The atoms of this ZnS crystal stay where they are, and only the description of their electrons changes. The band gap is the energy between the highest filled and the lowest empty state.

Zincblende ZnS (2 atoms in the cell, conventional a = 5.388 Å), computed with Ansatz 0.2.0, plane-wave PAW, no spin polarisation. All rows use the same cell, relaxed with r2SCAN, and fixed atoms; the k mesh is 8×8×8 or 6×6×6, depending on the level of theory. DDH-PBE0 is PBE0 with the exact-exchange fraction set to 1/ε∞ from PBE.

| level of theory | band gap (eV) | rough cost in core time (min) |
| --- | --- | --- |
| PBE | 2.147 | 0.059 |
| r2SCAN | 2.705 | 0.098 |
| HSE06 | 3.378 | 1.3 |
| PBE0 | 4.044 | 1.2 |
| LDA | 1.896 | 0.045 |
| DDH-PBE0 | 3.415 | 1.5 |
| Hartree-Fock | 10.284 | 1.5 |
| r2SCAN0 | 4.390 | 2.0 |

### 1. The first two rows contain no exact exchange. Why does r2SCAN give the larger gap?

PBE builds its exchange potential from the electron density and its gradient, and every electron at a given point feels that same potential. A potential shared in this way misses part of the energy needed to add an electron, so the gap comes out small. In ZnS such functionals are also expected to place the Zn 3d bands too high, which pushes the valence edge up and narrows the gap further. r2SCAN also uses the kinetic energy density, which makes its potential depend on the orbital. Filled and empty states can then be treated somewhat differently, which is the usual explanation for the extra 0.56 eV.

### 2. PBE0 replaces a quarter of PBE's exchange by exact exchange. Why does the gap nearly double?

Exact exchange is computed from the orbitals themselves. Each electron is surrounded by an exchange hole, a region from which one electron's worth of like-spin charge is missing. A filled state gains the full attraction of this hole, an empty state much less. The PBE exchange that is taken out had attracted both. On the energy scale of these runs, if its zero is common to both, the filled edge therefore sinks by 1.1 eV and the empty edge rises by 0.8 eV.

### 3. HSE06 uses the same quarter. Why is its gap 0.67 eV smaller than that of PBE0?

HSE06 keeps exact exchange only between nearby points and leaves the distant part to PBE. That distant part of the Coulomb repulsion is erf(ωr)/r, where r is the distance between two electrons and ω is about 0.11 per bohr. If the hole is compact, only the value at small r counts:

2ω/√π = 2 × 0.11/1.77 ≈ 0.124 hartree ≈ 3.4 eV

A quarter of this is 0.84 eV. It should be the extra opening in PBE0, provided that the PBE exchange removed at long range shifts both edges equally.

The estimate uses no gap from the table and exceeds the computed difference by about a quarter. The band edges suggest where the miss lies. With a compact hole, and the removed PBE exchange expected to lift both edges by half the estimate, each edge should move by about 0.42 eV. On a common zero, the filled edge sinks by 0.37 eV from HSE06 to PBE0 and the empty edge rises by only 0.30 eV. The larger shortfall is at the empty edge. This is expected if the lowest empty state, which mixes with the filled ones near Γ, also feels part of the hole, while a hole of finite size weakens the pull on the filled state. Neither correction was computed. The two rows themselves show that distance matters: about a third of the gain from PBE to PBE0 comes from the long range.

### 4. LDA lies 0.25 eV below PBE. Would it stay there if each chose its own lattice constant?

Probably not. The cell was relaxed with r2SCAN, and the computed pressures show that it is too large for LDA and too small for PBE. The gap of ZnS rises with pressure by very roughly 0.06 eV per GPa. With that slope, LDA would gain about 0.24 eV on shrinking and PBE would lose about 0.14 eV on expanding, so their order would reverse. This is an estimate; the relaxed cells were not calculated.

### 5. Why does DDH-PBE0 land so close to HSE06?

DDH-PBE0 applies exact exchange at all distances, but sets its fraction to the inverse of the crystal's dielectric constant. Interpolating between the PBE and PBE0 gaps suggests a fraction of about 0.17. Less exchange everywhere thus opens the gap about as much as a quarter of it at short range. The balance belongs to this crystal: in a more polarisable one, such as ZnSe, DDH-PBE0 would use a smaller fraction while HSE06 kept its quarter.

### 6. What do the last two rows add?

Hartree-Fock has the whole of exact exchange and no correlation, so the other electrons do not screen the interaction, and the gap exceeds 10 eV. A straight line from PBE to Hartree-Fock, read at one quarter, puts PBE0 only 0.14 eV too high, against a gain of 1.90 eV over PBE, although PBE0 was not used to draw it. The same construction from r2SCAN puts r2SCAN0 0.21 eV too high, against a gain of 1.7 eV. These lines also fade out the semilocal correlation, which the hybrids keep, so they do not test the exchange fraction alone. The amount of exact exchange thus sets the broad scale, while the starting functional still matters: r2SCAN0 stays 0.35 eV above PBE0.

### 7. Which digits can be trusted, and does a higher cost buy a better gap?

The measured gap is roughly 3.7 eV. HSE06 and DDH-PBE0 fall about 0.3 eV short of it, and PBE0 overshoots by about as much. Spin-orbit coupling and lattice vibrations are missing, so these errors cannot be charged to the functionals alone. Both are expected to lower the measured gap, spin-orbit coupling only slightly in a sulfide. The fair target for these rows therefore lies somewhat above the recalled value, which would favour PBE0 over HSE06 and DDH-PBE0. The runs also differ in k mesh and plane-wave cutoff, and it was not tested how far long-range exchange still depends on the mesh, which makes the second decimal a poor basis for ranking the hybrids.

Cost is only a partial guide. The hybrids take more than ten times the core time of the functionals without exact exchange and come closer to the measured gap, but Hartree-Fock has the same rough cost as DDH-PBE0 and a gap almost 7 eV larger. Before comparing two computed gaps, ask how much exact exchange each contains, over what distance it acts, and whose lattice constant was used. A difference of one or two tenths of an eV should not decide between methods until the cell and the mesh have been checked.

Output of the analysis:

```
Gap against a rough recalled measured gap of 3.7 eV:
           row  gap_eV  gap_minus_rough_measured_eV
           PBE   2.147                       -1.553
        r2SCAN   2.705                       -0.995
         HSE06   3.378                       -0.322
          PBE0   4.044                        0.344
           LDA   1.896                       -1.804
      DDH-PBE0   3.415                       -0.285
  Hartree-Fock   10.28                        6.584
       r2SCAN0    4.39                         0.69
PBE minus LDA gap, eV: 0.251
r2SCAN minus PBE gap, eV: 0.558
Gain from PBE to PBE0, eV: 1.897
Gain from r2SCAN to r2SCAN0, eV: 1.685
r2SCAN0 minus PBE0 gap, eV: 0.346
PBE0 gap on the straight line from PBE to Hartree-Fock, eV: 4.181
Miss of that line for PBE0 (line less computed), eV: 0.1373
r2SCAN0 gap on the straight line from r2SCAN to Hartree-Fock, eV: 4.6
Miss of that line for r2SCAN0 (line less computed), eV: 0.2098
Miss for r2SCAN0 if it gained as much as PBE0, eV: 0.212
PBE0 minus HSE06 gap, eV: 0.666
Share of the PBE0 gain that HSE06 keeps, percent: 64.89
Compact-hole estimate of PBE0 minus HSE06, eV: 0.8444
Estimate divided by computed difference: 1.268
DDH-PBE0 minus HSE06 gap, eV: 0.037
Exchange fraction of DDH-PBE0 inferred between PBE and PBE0: 0.1671
Dielectric constant inferred from that fraction: 5.984
Shift of the valence edge from PBE to PBE0, eV: -1.104
Shift of the conduction edge from PBE to PBE0, eV: 0.7924
Rough gap change of PBE at its own lattice constant, eV: -0.1371
Rough gap change of LDA at its own lattice constant, eV: 0.2377
Rough PBE minus LDA gap, each at its own lattice constant, eV: -0.1239
Rough cost of PBE0 divided by that of PBE: 20.34
```
